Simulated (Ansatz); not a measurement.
The calculation used Ansatz, DFT PBE, scalar-relativistic, plane waves, PAW. All cells share a 420 eV cutoff and Γ-centred k meshes spaced at most about 0.3 Å⁻¹ (about 0.25 or finer for metals, 2π included). No spin polarisation in the final relaxations.

Temperature and zero-point effects are left out.

Two relaxed structures of Ge₃Pd:

A. Space group P4/mmm (No. 123), tetragonal, a = 3.743 Å, c = 5.292 Å. Ge on its first site is surrounded by 2 Pd at 2.65 Å and 4 Ge at 2.65 Å; Ge on its second site has 2 Ge at 2.65 Å and 4 Pd at 2.65 Å; Ge on its third site is surrounded by 6 Ge at 2.65 Å; Pd is surrounded by 6 Ge at 2.65 Å.

B. Space group P4mm (No. 99), tetragonal, a = 4.127 Å, c = 4.275 Å. Around Ge on a site of symmetry 2mm lie 2 Pd at 2.67 Å, 6 Ge at 2.83–2.92 Å, 2 Ge at 3.12 Å and 2 Pd at 3.30 Å; Ge on a site of symmetry 4mm has 4 Ge at 2.83 Å, 4 Pd at 2.99 Å and 4 Ge at 3.12 Å; Pd is surrounded by 4 Ge at 2.67 Å, 4 Ge at 2.99 Å and 4 Ge at 3.30 Å.

Task: Which would you expect to be lower, and how large is the difference?

Result: A is lower, by 16 meV/atom. A has space group P4/mmm (No. 123), 18.5 Å³/atom and no gap on its mesh; B has Ge and Pd ordered on fcc sites, space group P4mm (No. 99), 18.2 Å³/atom and no gap. Counting Ge atoms around Pd (those within 1.25 times the shortest such distance or 1.15 times the sum of covalent radii, 1.27 where that leaves under three; a plus sign parts nearer from farther groups), A has Pd 6 and B has Pd 4+4+4. Even the lower one lies +0.05 eV/atom against the reference forms of the elements (uncorrected), so neither is stable at this level. Both come from invented guesses. A third cell relaxed alike, in P-62m, lies 14 meV/atom below the lower of the two.

Cells relaxed within their symmetry can be saddle points.

The preference for A probably lies in the Ge–Ge contacts. Its equal distances and axial ratio place the atoms on a nearly ideal simple cubic lattice, where Ge p orbitals can overlap head-on along three perpendicular axes. At 2.65 Å these contacts are still long compared with the bonds in tetrahedral germanium, which suggests delocalised, electron-poor bonding in keeping with the absence of a gap. In B, the polar displacement brings four Ge atoms to 2.67 Å from Pd, nearly the Pd–Ge distance in A, but the Ge–Ge contacts start only at 2.83 Å. More neighbours and slightly denser packing thus nearly, but not fully, compensate for weaker individual Ge–Ge interactions.

The small difference supports an ordering of these two cells, not a general preference for simple cubic over close-packed arrangements, and the P-62m cell shows that A is not the ground state. Because PdGe is a known, exothermic compound, decomposition into PdGe and germanium should be more favourable still than separation into the elements.
